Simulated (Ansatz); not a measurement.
From F to I: the atomisation energy (no zero-point term)

All atoms of one element are swapped for its congeners: AsF3 (arsenic trifluoride) `F[As](F)F`; AsBr3 `Br[As](Br)Br`; AsI3 (arsenic triiodide) `I[As](I)I`. The Cl member is missing. All are singlets with charge 0.

Shapes, held fixed at every level: PBE0-D4/def2-TZVP. Programs: Ansatz 0.2.0. Values in eV.

```csv
level,AsF3,AsBr3,AsI3
SPW92/def2-TZVPP,17.52,10.78,9.16
PBE-D4/def2-TZVPP,14.81,9.08,7.66
r2SCAN-D4/def2-TZVPP,14.12,8.65,7.07
wB97X-V/def2-TZVPP,14.28,8.37,6.81
MP2/def2-TZVPP,14.29,8.22,6.84
CCSD(T)/def2-SVP,12.13,6.72,5.27
CCSD(T)/def2-TZVPP,13.43,7.75,6.28
```

At CCSD(T)/def2-TZVPP the atomisation energy falls at every step, from 13.43 to 6.28 eV. Every level shows the same order. For atoms past krypton def2 sets carry core potentials with scalar relativity. Relativity is left out for As, Br unless named. Correlated rows may include outer-core shells of As, Br, I, which these sets cover unevenly. Spin-orbit coupling, which grows down the group, is left out (summed over each molecule's free atoms 0.05, 0.46, 0.94 eV).

Each molecule has three As–X bonds, so the falling atomisation energy directly reflects a weaker mean bond from fluoride to iodide. Fluorine's compact 2p shell allows a short bond to arsenic, and its high electronegativity adds a strong ionic contribution. Down the group the halogen valence p orbitals become more diffuse, the bonds lengthen, and both overlap and charge transfer lose strength. The larger drop comes between fluoride and bromide, but that step skips chlorine, so it doesn't locate where the bond weakens fastest.

Spin-orbit coupling should reinforce the order, since it stabilises the open-shell free atoms more than the closed-shell molecules, and most of all for iodine. The order is therefore secure, but the absolute energies are less so. CCSD(T) rises markedly for all three molecules with the larger basis and probably hasn't converged, so the higher density-functional values can't all be read as overbinding. Because the reference is free atoms, the numbers don't rank the trihalides by stability towards the elements or hydrolysis.
